Debye internal-friction peak of the standard anelastic solid

1. Statement

Conventions. Stress σ = σ0 exp(iωt), strain ε = J(ω)σ, J = J1 − iJ2, and φ is the angle by which strain lags stress, tan φ = J2/J1. J_U and J_R are the unrelaxed and relaxed compliances, δJ = J_R − J_U, and Δ = δJ/J_U is the relaxation strength. τσ and τε are the relaxation times at constant stress and at constant strain. Q is the activation enthalpy per atom and k the Boltzmann constant (Q/R for molar Q). The internal friction, often written as an inverse quality factor, is called tan φ here so that Q has one meaning.

(A) Peak shape, exact for any Δ:
tan φ = [Δ/√(1+Δ)] ωτ/(1+ω²τ²), τ = √(τσ τε), τσ/τε = 1+Δ.
The maximum is at ωτ = 1 and has height Δ/[2√(1+Δ)].

(B) Width. If τ = τ0 exp(Q/kT) and Δ and ω are constant across the peak, tan φ is symmetric in 1/T with full width at half height
Δ(1/T) = 2 ln(2+√3) k/Q = 2.63 k/Q.

(C) Shift. Under the same conditions the peak temperature Tp obeys
d ln ω/d(1/Tp) = −Q/k.

(D) If the height varies as 1/T, as for dilute elastic dipoles, then with η = kTp/Q the slope in (C) becomes −(Q/k)/(1−η²), Tp falls by η²Tp, and the width in (B) shrinks by the fraction 0.119 η², the last two to leading order.

2. Premises

P1. One internal variable ξ, zero in stress-free equilibrium, fixes the state together with σ and T.
P2. Departures are small, so the Gibbs energy per volume is quadratic: g = −½J_U σ² − χσξ + ½Bξ², with B > 0 for stability.
P3. The rate of ξ is proportional to its driving force: dξ/dt = −m ∂g/∂ξ, with m > 0 by the second law.
P4. The specimen is isothermal and homogeneous.
P5. For (B) and (C): Arrhenius τ with constant τ0 and Q.

3. Constitutive equation

From P2 and P3,
ε = −∂g/∂σ = J_U σ + χξ, (1)
dξ/dt = m(χσ − Bξ). (2)
At constant σ, (2) relaxes ξ to χσ/B with time τσ = 1/(mB). A sudden stress finds ξ frozen, so ε = J_U σ; after a long time ε = (J_U + χ²/B)σ. Hence δJ = χ²/B ≥ 0. To eliminate ξ, multiply (2) by χτσ, which gives τσ d(χξ)/dt + χξ = δJ σ, and insert χξ = ε − J_U σ:
ε + τσ dε/dt = J_R σ + τσ J_U dσ/dt. (3)
This is Zener's standard solid. At constant ε, (3) relaxes σ to ε/J_R with time
τε = τσ J_U/J_R = τσ/(1+Δ). (4)
Therefore τ = √(τσ τε) = τσ/√(1+Δ).

4. Proof of (A)

Harmonic σ in (3) gives J(1+iωτσ) = J_R + iωτσ J_U, that is J = J_U + δJ/(1+iωτσ), or
J1 = J_U + δJ/(1+ω²τσ²), J2 = δJ ωτσ/(1+ω²τσ²). (5)
Multiplying numerator and denominator of J2/J1 by 1+ω²τσ²,
tan φ = δJ ωτσ/(J_R + J_U ω²τσ²).
Divide through by J_R. By (4), (J_U/J_R)τσ² = τσ τε = τ². Also δJ/J_R = Δ/(1+Δ) and τσ = τ√(1+Δ), so the numerator is [Δ/√(1+Δ)] ωτ. This is (A). The complex modulus M = 1/J = M1 + iM2 has M2/M1 = J2/J1, so the result does not depend on which is used. J2 alone peaks at ωτσ = 1 and M2 alone at ωτε = 1; their ratio to the real part peaks midway on a logarithmic scale.

The energy meaning follows from real σ = σ0 cos ωt and ε = σ0(J1 cos ωt + J2 sin ωt). The work per cycle is ΔW = ∮σ dε = πJ2σ0². With W = ½J1σ0², the energy of the in-phase response at peak stress, tan φ = ΔW/(2πW).

Put x = ln ωτ. Since e^x/(1+e^2x) = 1/(2 cosh x),
tan φ = H sech x, H = Δ/[2√(1+Δ)]. (6)
The function is even in x with its only maximum at x = 0. Half height requires cosh x = 2, so e^x = 2 ± √3 and x = ±x0 with x0 = ln(2+√3) = 1.317. The full width is 2.634 in ln ω, or 1.144 decades of frequency. The area is ∫ sech x dx = π, so area divided by height is π in x.

5. Proof of (B) and (C)

With P5,
x = ln ωτ0 + Q/kT = (Q/k)(1/T − 1/T0), Q/kT0 = −ln ωτ0. (7)
At fixed ω, x is linear in 1/T with slope Q/k. If H is constant, (6) is a sech curve in 1/T centred at Tp = T0, its width is 2x0 k/Q, which is (B), and area over height is πk/Q. Against T itself the half-height points are T± = (Q/k)/(Q/kT0 ∓ x0), the high side is the wider, and the width is about 2.63 kT0²/Q. The peak condition x = 0 reads ln ω = −ln τ0 − Q/kTp, and differentiation gives (C). The intercept at 1/Tp = 0 is −ln τ0.

6. Proof of (D)

Let H = H0 T0/T. With η0 = kT0/Q, (7) gives T0/T = 1 + η0x, so tan φ = H0(1+η0x) sech x. Setting the logarithmic derivative to zero gives tanh x = η0/(1+η0x) = kTp/Q = η. The maximum thus lies at x ≈ η, and since δx = −(Q/kT²)δT, Tp − T0 ≈ −η²T0. The peak condition is now ln ω = −ln τ0 − Q/kTp + artanh η. With u = 1/Tp, dη/du = −(Q/k)η², so
d ln ω/du = −(Q/k)[1 + η²/(1−η²)] = −(Q/k)/(1−η²).
For the width, the logarithm of the maximum of (1+ηx) sech x is η²/2 to second order. Write the upper half-height point as x0 + d and expand ln(1+ηx) − ln cosh x = η²/2 − ln 2, using tanh x0 = √3/2 ≡ t and sech² x0 = 1/4. First order gives d1 = ηx0/t, equal for both points, so the width is unchanged. Second order gives d2 = (η²/t)(x0/t − x0²/2 − x0²/(8t²) − 1/2) = −0.157 η², with the opposite sign at the lower point. The fractional change of width is d2/x0 = −0.119 η². Plotting T tan φ removes all three corrections.

7. What a vibrating reed records

In flexure of a slender, narrow cantilever of thickness h, length ℓ and density ρ every fibre is in uniaxial stress, so J = 1/E along the reed axis. By linearity and P4 the Euler–Bernoulli equation holds with E replaced by M(ω). The modes obey cos βn cosh βn = −1, with β1 = 1.8751 and β2 = 4.6941, and
ω̃² = K M(ω̃), K = βn⁴h²/(12ρℓ⁴). (8)
In free decay ω̃ = ω + iγ. Expanding M(ω+iγ) ≈ M + iγ dM/dω, the real part is ω² = K M1 up to terms of order Δ², and the imaginary part is 2ωγ = K M2 + γK dM1/dω. The logarithmic decrement δ = 2πγ/ω is then
δ/π = tan φ/(1 − ½ d ln M1/d ln ω).
To first order in Δ, M1 = (1/J_U)[1 − Δ/(1+ω²τ²)], whence d ln M1/d ln ω = (Δ/2) sech² x and δ/π ≈ tan φ [1 + (Δ/4) sech² x]. A reed therefore records tan φ to relative order Δ. It also records the modulus defect: the resonance frequency falls by the factor √(1+Δ) on heating through the peak.

8. Realisation: Snoek relaxation of O in Nb

Oxygen occupies octahedral interstices of the bcc lattice (parameter a, volume per host atom v0 = a³/2). Each site has a tetragonal axis along x, y or z (p = 1, 2, 3). With cp the number of O per host atom on type p and c0 their sum, the strain due to the solute is Σ cp λ(p), where the tensor λ(p) has principal value λ1 along the axis and λ2 across it.

Strength. For uniaxial stress along the unit vector n the resolved value is λp = λ2 + (λ1−λ2)np², and the stress changes the Gibbs energy of one defect by −v0σλp. Non-interacting defects follow Boltzmann statistics; to first order c̄p = (c0/3)[1 + v0σ(λp − λ̄)/kT], with λ̄ the mean over p. The anelastic strain is Σ(c̄p − c0/3)λp = (c0v0σ/3kT) Σ(λp − λ̄)². With Γ = n1²n2² + n2²n3² + n3²n1², Σ(np² − 1/3)² = Σnp⁴ − 1/3 = (2/3)(1−3Γ), so
δJ = (2/9)(c0v0/kT)(λ1−λ2)²(1−3Γ). (9)
It is largest along ⟨100⟩ (Γ = 0), zero along ⟨111⟩ (Γ = 1/3), and varies as 1/T. If E_U is constant, Δ = E_U δJ = Θ/T, the case (D) when Δ is small.

Time. A site has four nearest sites at distance a/2, two of each other type. With jump rate w to each, dc1/dt = −4wc1 + 2w(c2+c3) at zero stress. Under stress the rate matrix W(σ) annihilates c̄(σ), so dc/dt = W(σ)(c − c̄) ≈ W(0)(c − c̄) to first order. The components of c − c̄ sum to zero, and on such vectors W(0) equals −6w. The two independent population differences share one time, τσ = 1/(6w), so the anelastic strain obeys (2) with χξ as the single variable. The four jump vectors from any site sum to zero, so successive jumps are uncorrelated and D = (1/6)(4w)(a/2)² = wa²/6. Hence
D = a²/(36τσ). (10)
Classical transition-state theory makes w, and so τσ, Arrhenius. The mean time τ = τσ/√(1+Δ) has ln τ ≈ ln τσ − Θ/2T, so its Q/k is smaller by Θ/2.

9. Range of validity

(A) needs linearity, v0σ|λ1−λ2| ≪ kT, and amplitudes below those that move dislocations. It needs one relaxation time: a dilute, random solute, a single jump type, no second interstitial with an overlapping peak, no trapping by substitutional atoms and no precipitation during the run. Solute–solute interaction spreads τ and changes 1/T in (9) into a Curie–Weiss form.

For small Δ several processes add, tan φ = Σ(Δj/2) sech xj. The area in x stays (π/2)ΣΔj while the height cannot exceed ΣΔj/2, so area over height is at least π: a spectrum can only broaden the peak in this sense, and a Q read from the breadth comes out too low. If all processes share Q and differ only in τ0, with fixed weights, tan φ depends on ln ω + Q/kT alone, its maximum sits at a fixed value of that sum, and (C) remains exact. Agreement between the Q from (B) and the Q from (C) is therefore the test of a Debye peak.

(B) and (C) fail where τ is not Arrhenius, as for hydrogen at low temperature, where tunnelling governs the jump. They refer to the peak after removal of the background. The drift of ω with temperature must be put into (7): between the half-height points the modulus defect raises ln ω toward the cold side by (√3/4)Δ, since M1 changes by the fraction Δ tanh x0, and this narrows Δ(1/T) by the fraction (√3/4)Δ/2.634.

P4 is violated in flexure by thermoelastic heat flow across the thickness. The isothermal and adiabatic compliances differ by α²T/C (α linear expansion, C heat capacity per volume), so Δ_T = Eα²T/C. The stress is linear in the thickness coordinate y, and the slowest thermal mode it drives between insulated faces, sin(πy/h), decays with τ_T = h²C/(π²κ) (κ thermal conductivity) and carries 96/π⁴ = 98.6 % of the strength. The background is close to Δ_T ωτ_T/(1+ω²τ_T²). A flat background equal to r times the peak height, left in, moves the apparent half height to sech x = (1−r)/2 and multiplies the width by arcosh[2/(1−r)]/x0.

10. Numerical illustration

Inputs. Compiled room-temperature values for Nb (Blaschke): C11 = 246.5, C12 = 134.5, C44 = 28.73 GPa; α = 7.3×10⁻⁶ K⁻¹ at 293 K (Kaye and Laby Online). All are used unchanged at the peak temperature. Approximate or typical inputs: a = 3.30 Å, atomic mass 92.906 u, κ = 55 W m⁻¹K⁻¹, and for O in Nb Q = 1.15 eV, τ0 = 2.7×10⁻¹⁵ s, |λ1−λ2| = 0.6. Assumed specimen: ⟨100⟩ single-crystal reed, h = 0.50 mm, ℓ = 20 mm, c0 = 5×10⁻⁴ (0.05 at.%).

Elastic part. S11 = (C11+C12)/[(C11−C12)(C11+2C12)] = 6.599×10⁻³ GPa⁻¹, E_U = 1/S11 = 151.5 GPa, v0 = 17.97 Å³, ρ = 8586 kg m⁻³. Equation (8) gives f1 = 848 Hz and f2 = 5.32 kHz, in the ratio (β2/β1)² = 6.267. These nominal frequencies serve as given below; in an experiment they are read directly. Further, Q/k = 13345 K, Θ = (2/9)E_U v0c0(λ1−λ2)²/k = 7.9 K, and D0 = a²/(36τ0) = 1.1×10⁻⁶ m² s⁻¹.

Results of the model (mode 1; mode 2). Tenths of a kelvin are kept only to display differences.
−ln ωτ0: 24.96; 23.13
T0: 534.6 K; 577.0 K
η0: 0.0401; 0.0432
T0 − T−: 26.8 K; 31.1 K
T+ − T0: 29.8 K; 34.8 K
Full width in T: 56.6 K; 65.9 K
Δ at T0: 0.0148; 0.0137
Height H: 7.3×10⁻³; 6.8×10⁻³
D at T0 from (10): 1.6×10⁻¹⁷; 1.0×10⁻¹⁶ m² s⁻¹
Thermoelastic background at T0: 3×10⁻⁴; 6×10⁻⁵

The width in 1/T is 1.97×10⁻⁴ K⁻¹ for both modes. The peak moves by 42.4 K for Δ ln ω = 1.835. The modulus defect lowers f1 by 0.7 %, about 6 Hz.

Small corrections, for mode 1. The 1/T strength lowers Tp by 0.9 K (1.1 K for mode 2), raises the Q read from the shift by 0.2 % and narrows the peak by 0.02 %. The distinction between τ and τσ changes Q by 0.03 %. The decrement overstates the height by Δ/4 = 0.4 %. The frequency drift from the modulus defect narrows the peak by 0.2 %. At a surface strain of 10⁻⁵ the linearity parameter E_U ε v0|λ1−λ2|/kT is 2.2×10⁻³. Long-range flow of O across the thickness needs h²/(π²D) = 1.6×10⁹ s, so c0 is locally conserved, as assumed in section 8.

Larger effects. With the Dulong–Petit value C = 3k/v0 = 2.3×10⁶ J m⁻³K⁻¹, Δ_T = 1.9×10⁻³ and τ_T = 1.1 ms, so ωτ_T = 5.7 for mode 1. The background is r = 0.04 of the peak; left in, it widens the peak and lowers the Q read from the width by 4 %. It is independent of c0, so with a tenth of the oxygen it would be 0.4 of the peak. An uncertainty of 1 K in the 42.4 K shift costs 2.4 % in Q, or 0.03 eV. Background and thermometry, not the approximations in (B) and (C), limit the analysis.

Orientation. For a texture-free polycrystal under uniform stress the average Γ is 1/5, and 1/E = S11 − 2Γ(S11 − S12 − S44/2), with S11 − S12 = 1/(C11−C12) and S44 = 1/C44, gives E = 100 GPa. Then Δ is 0.26 of the ⟨100⟩ value and H = 1.9×10⁻³ at 534.6 K.

These numbers are the model's. Q and τ0 were chosen to reproduce the typical position of the Nb–O peak, about 420 to 430 K near 1 Hz (the model gives 421 K), so the positions are no independent test; a factor 1.5 in τ at fixed Q moves the mode-1 peak by 9 K. The height scales as (λ1−λ2)², and the value 0.5, also in typical use, would lower it by 31 %.

The same results apply to interstitial oxygen in silicon, which on average occupies bond-centred sites with four ⟨111⟩ orientations. Each has six neighbours at a/(2√2), two of each other orientation, so the counting of section 8 gives τσ = 1/(8w), D = wa²/8 and D = a²/(64τσ); the relaxation appears in a ⟨111⟩ reed and vanishes along ⟨100⟩. With typical inputs a = 5.431 Å, D0 = 0.13 cm² s⁻¹ and Q = 2.53 eV, τ0 = 3.5×10⁻¹⁶ s, and the model's peak at 848 Hz lies at 1.09×10³ K with a full width of 106 K.